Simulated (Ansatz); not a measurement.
NbRu: the change of pressure and energy less free atoms with volume scale

Results calculated with Ansatz 0.2.0, not measured. Periodic Kohn-Sham DFT of a crystal at fixed atoms, scaled to volume_scale times the given cell; pressure positive in compression, energy less spherical unpolarised free atoms, largest_vzz the field gradient of largest size among the nuclei.

The cell before it is scaled or strained (space group Pm-3m, No. 221):
```
NbRu
1.0
      3.1840     0.0000     0.0000
      0.0000     3.1840     0.0000
      0.0000     0.0000     3.1840
Nb Ru
1 1
Direct
  0.00000 0.00000 0.00000
  0.50000 0.50000 0.50000
```

Settings of every row: method all-electron LAPW; functional PBEsol; relativity scalar; k mesh 11x11x11; filling fermi-dirac; smearing width 0.03 eV; basis error target 0.25 meV/atom; nucleus gaussian.

Atom start moment: 0 on all atoms.

```csv
row,volume scale,V (Å³/atom),pressure (GPa),energy less free atoms (eV/atom)
1,0.94,15.171,5.082,-10.6833
2,0.96,15.494,-0.497,-10.6878
3,0.98,15.817,-5.487,-10.6817
4,0.99,15.978,-7.78,-10.675
5,1,16.139,-9.948,-10.666
6,1.01,16.301,?,?
7,1.02,16.462,-13.933,-10.6419
8,1.04,16.785,-17.49,-10.6102
9,1.06,17.108,-20.664,-10.5717
```

Question: what pressure and energy less free atoms should row 6 give?

Worked fit of pressure. Take u = (V_r/V)^(2/3) − 1 with V_r = 16.058 Å³ an atom, which is twice the finite (Eulerian) strain; such expansions in the strain, on which the Birch-Murnaghan equation of state is built, carry the rest volume and the bulk modulus. The shown rows have u = 0.03861, 0.02412, 0.01013, 0.00334, -0.00335, -0.01643, -0.02909, -0.04135. Least squares give pressure = −8.8695 + 323.77 × u + 954.01 × u² + 511 × u³ GPa; a parabola predicts inner rows, each left out in turn, worse (root mean square 0.0088 against 0.0047 GPa). The rows lie off it by -0.001, 0.001, 0.004, -0.003, -0.005, 0.001, 0.003, -0.002 (root mean square 0.0029 GPa). The pressure vanishes at u = 0.0255, or V = 15.46 Å³ an atom, and there the bulk modulus at fixed shape and fractions is B = −V dP/dV = (2/3)(1 + u) dP/du = 255 GPa. The withheld row has u = -0.00996, so the fit gives −8.8695 + 323.77 × (-0.00996) + 954.01 × (-0.00996)² + 511 × (-0.00996)³ = -12.000 GPa.

The calculation gave -11.997 GPa. The fit lies 0.003 GPa (0.012 % of the column's range) below it; its largest miss of a shown row is 0.005 GPa.

Worked fit of energy less free atoms. Take u = (V_r/V)^(2/3) − 1 with V_r = 16.058 Å³ an atom, which is twice the finite (Eulerian) strain; such expansions in the strain, on which the Birch-Murnaghan equation of state is built, carry the rest volume and the bulk modulus. The shown rows have u = 0.03861, 0.02412, 0.01013, 0.00334, -0.00335, -0.01643, -0.02909, -0.04135. Least squares give energy less free atoms = −10.67081 − 1.3349 × u + 25.948 × u² + 6.5 × u³ eV/atom; a parabola predicts inner rows, each left out in turn, worse (root mean square 0.00011 against 4.2e-05 eV/atom). All shown rows lie on it to the printed digit. Its lowest point lies at u = 0.0255, or V = 15.46 Å³ an atom, and the curvature there gives the bulk modulus at fixed shape and fractions, B = (4/9)(1 + u)² E″(u)/V = 256 GPa. The withheld row has u = -0.00996, so the fit gives −10.67081 − 1.3349 × (-0.00996) + 25.948 × (-0.00996)² + 6.5 × (-0.00996)³ = -10.6549 eV/atom.

The calculation gave -10.655 eV/atom. The fit lies 0.0001 eV/atom (0.086 % of the column's range) above it, one unit of the last digit.
